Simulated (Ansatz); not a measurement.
# Vacuum decay of the tunnelling density against sample bias on W(110)-c(2x2)-I (PBE) and W(110)-c(2x2)-N (PBE-D3(BJ))

The decision is whether one decay constant per surface is enough to convert a change of tunnelling current into a change of tip height, or whether each sample bias needs its own. We calculated κ, the decay constant of the electron density of the states between the Fermi level and the bias, for an iodine and a nitrogen overlayer on W(110) at four biases from −1.2 to +1.2 V. It is compared with κ₀, the decay of a free electron at the top of the same window with no momentum along the surface. On both surfaces the empty states reach further into the vacuum than the filled ones. The row that does not fit is nitrogen at −0.4 V: its κ of 1.628 Å⁻¹ is the largest in the table and exceeds the 1.568 Å⁻¹ at −1.2 V, where deeper states are included.

## Computational details

Ansatz 0.2.0, plane-wave Kohn-Sham DFT with its default PAW datasets at cutoffs of 420 eV, level as listed. Slabs and stacks are built by hand and relaxed; a single point with 17 to 18 Å of vacuum, a dipole correction, Fermi-Dirac smearing of 0.05 eV and meshes of 14 points along the first in-plane vector gives the density of the states between the Fermi level and the sample bias. Its planar mean n(z) is fitted as exp(−2κz) between 3 and 5 Å above the top atom. Spin-paired, no spin-orbit coupling.

Notes on method and selection:

- A free electron at the Fermi level with no momentum along the surface decays with κ₀ = 0.5123·√Φ Å⁻¹, Φ in eV; momentum along the surface raises κ, and the slow approach of the potential to the vacuum level lowers it.
- The tip is left out (Tersoff-Hamann).
- Slabs this thin have discrete subbands, so κ depends on which of them fall in the window.
- Windows narrower than 0.1 V hold too few states on these meshes and are not listed; a blank corrugation was not computed at that height.
- Runs in which the search for lower states was switched off are not listed.
- Work functions and vacuum levels are read from the electrostatic potential (Hartree and local ionic parts), which a warning of a rough exchange-correlation potential in thin density does not concern. The runs on both surfaces give this warning, and it does concern κ, which is fitted where the density is thin.
- Sites and patterns name the starting structure; atoms can leave their sites in the relaxation.
- The default PAW datasets of this version of Ansatz are the set soft_2.
- Runs that did not converge, have known faults or may not be shown are not listed, and runs on Ansatz's PAW sets soft_1 and soft_2 are kept to separate tables.

Columns:

- bias (V): sample bias; negative images filled states.
- κ₀ of window top (Å⁻¹): 0.5123·√(Φ − E) for the highest energy E in the window, from the Fermi level.
- κ (Å⁻¹): decay constant κ of the window's density.
- corrugation (Å): corrugation at constant current, set to the mean density at the first listed height.

## The series

| member | surface | bias (V) | κ₀ of window top (Å⁻¹) | κ (Å⁻¹) | corrugation (Å) |
| --- | --- | --- | --- | --- | --- |
| −1.2 V | W(110)-c(2x2)-I, hollow site (PBE, Φ 3.63 eV, 3 Å) | −1.2 | 0.976 | 1.160 | 0.716 |
| −0.4 V | W(110)-c(2x2)-I, hollow site (PBE, Φ 3.63 eV, 3 Å) | −0.4 | 0.976 | 1.131 | 0.738 |
| +0.4 V | W(110)-c(2x2)-I, hollow site (PBE, Φ 3.63 eV, 3 Å) | 0.4 | 0.921 | 1.091 | 0.580 |
| +1.2 V | W(110)-c(2x2)-I, hollow site (PBE, Φ 3.63 eV, 3 Å) | 1.2 | 0.799 | 1.007 | 0.548 |
| −1.2 V | W(110)-c(2x2)-N, top site (PBE-D3(BJ), Φ 7.20 eV, 2.5 Å) | −1.2 | 1.374 | 1.568 | 1.323 |
| −0.4 V | W(110)-c(2x2)-N, top site (PBE-D3(BJ), Φ 7.20 eV, 2.5 Å) | −0.4 | 1.374 | 1.628 | 1.048 |
| +0.4 V | W(110)-c(2x2)-N, top site (PBE-D3(BJ), Φ 7.20 eV, 2.5 Å) | 0.4 | 1.336 | 1.519 | 0.787 |
| +1.2 V | W(110)-c(2x2)-N, top site (PBE-D3(BJ), Φ 7.20 eV, 2.5 Å) | 1.2 | 1.255 | 1.455 | 0.609 |

## Interpretation

On iodine κ falls at every step from −1.2 to +1.2 V, from 1.160 to 1.007 Å⁻¹. The main reason is the barrier: a positive bias admits states closer to the vacuum level, and κ₀ falls from 0.976 to 0.799 Å⁻¹. The barrier also accounts for nearly all of the difference between the surfaces at three of the four biases; at −0.4 V the odd nitrogen row widens the difference, though the barrier still makes up most of it. At −1.2 V κ differs by 1.568 − 1.160 = 0.408 Å⁻¹ and κ₀ by 1.374 − 0.976 = 0.398 Å⁻¹. The dispersion correction on nitrogen can act only through the relaxed geometry.

In all eight rows κ lies above κ₀, by 0.155 to 0.254 Å⁻¹, as expected when many states carry momentum along the surface. Adding the mean excess of the other seven rows to κ₀ reproduces κ with a mean miss of about 0.023 Å⁻¹. Taking the mean κ of the other three rows of the same surface misses by about 0.069 Å⁻¹ on average.

A wider window holds more states below its top, and these face a higher barrier, so the excess should grow with the width of the window. Between 0.4 and 1.2 V it grows by 0.029 Å⁻¹ for filled and 0.038 Å⁻¹ for empty states on iodine, and by 0.017 Å⁻¹ for empty states on nitrogen. For filled states on nitrogen it shrinks by 0.060 Å⁻¹.

Two estimates follow for nitrogen at −0.4 V. The mean excess of the other seven rows is (0.184 + 0.155 + 0.170 + 0.208 + 0.194 + 0.183 + 0.200) / 7 = 0.185 Å⁻¹, which gives 1.374 + 0.185 = 1.559 Å⁻¹. The mean growth of the three regular pairs is (0.029 + 0.038 + 0.017) / 3 = 0.028 Å⁻¹; taken off the −1.2 V value, it gives 1.568 − 0.028 = 1.540 Å⁻¹. The calculated value is higher than these by 1.628 − 1.559 = 0.069 Å⁻¹ and 1.628 − 1.540 = 0.088 Å⁻¹.

## Outliers

Iodine at −0.4 V has the smallest excess over κ₀, 0.155 Å⁻¹, but it is not an outlier. A narrow window should have a small excess, and on iodine the windows too narrow to be listed have nearly the same one on both sides of the Fermi level.

The work function of 7.20 eV is very high for a nitrogen-covered metal. The mirror planes of the slab hold the nitrogen on the top site, where it stands far out and can carry a large dipole. The 3.63 eV of the iodine surface is low for a layer of an electronegative element; polarisation of the large iodine atom towards the metal can reverse the usual dipole, though this was not analysed here.

Corrugation is larger for filled than for empty states on both surfaces, but it refers to 3 Å on iodine and 2.5 Å on nitrogen, so the two sets should not be ranked against each other.

## Suspects and checks

Two numerical suspects can be dismissed. An error in the work function would have to be about 0.73 eV to raise κ₀ by 0.069 Å⁻¹, and it would shift all four nitrogen rows, which share one slab. A constant background in the thin density would flatten the decay and lower κ, which is the wrong sign.

The −1.2 V window contains the −0.4 V window. Its smaller κ therefore means that the states between −1.2 and −0.4 eV decay more slowly than 1.568 Å⁻¹, although they lie deeper. Read as momentum along the surface, √(κ² − κ₀²) is √(1.628² − 1.374²) = 0.87 Å⁻¹ for the odd row, against 0.70 Å⁻¹ for the expected 1.540 Å⁻¹. States of small momentum thus seem scarce just below the Fermi level. Windows too narrow to be listed agree: the decay is faster still just below the Fermi level and much slower just above it. So sharp a change suggests discrete states, though windows with so few states are weak evidence.

Four suspects remain. Three can raise κ by keeping slow states out of the window: a mesh that misses them, a thin slab whose subbands fall outside, and the imposed top site, which sets the surface bands. The fourth is the exchange-correlation potential, which is rough in the thin density 3 to 5 Å above the top atom and can alter the decay itself. All four nitrogen windows share this potential, but states of different energy and momentum need not respond to it alike. The numbered checks are aimed at the first three suspects. The fourth needs a single point at the same geometry in the local density approximation, whose potential contains no density gradients: if κ at −0.4 V still exceeded κ at −1.2 V, the roughness would not be needed to explain the order.

The checks, cheapest first:

1. Split the existing density by band and mesh point, and move the lower window edge from −0.4 towards −1.2 eV. A sudden drop of κ carried by a few points would indicate mesh or subbands; a gradual drop spread over many points would point to the surface bands or to the rough potential.
2. Repeat the single point with twice the mesh density in both directions, at about four times the cost. A κ near 1.54 Å⁻¹ would blame the mesh; one near 1.63 Å⁻¹ would clear it.
3. Relax a thicker slab and use the denser mesh. If κ then falls below its −1.2 V value, the subbands of the thin slab are responsible.
4. Relax from a start with the nitrogen pushed sideways. If it leaves the top site and the usual order returns, the anomaly belongs to the imposed site; if it comes back, the top site is at least a local minimum, though another site may still be lower in energy.

## Closing remarks

From −1.2 to +1.2 V, each surface needs its own κ, and both empty-state windows decay more slowly than both filled-state ones. We would not yet apply a separate κ for each bias, because two limits of the model, the missing tip and the imposed nitrogen site, can matter as much as the bias. The rough potential in the region of the fit adds an error to every κ whose size we have not determined.

The field of the tip raises the mean barrier by about half the bias energy at positive bias and lowers it at negative bias. Put into the formula for κ₀, this changes the decay at 1.2 V by roughly 0.06 to 0.09 Å⁻¹ each way; the two shifts together are about as large as the difference between +1.2 and −1.2 V and oppose it.

If nitrogen left the top site and the work function fell by, say, 2 eV, its κ would drop by roughly 0.2 Å⁻¹, more than its whole variation with bias.
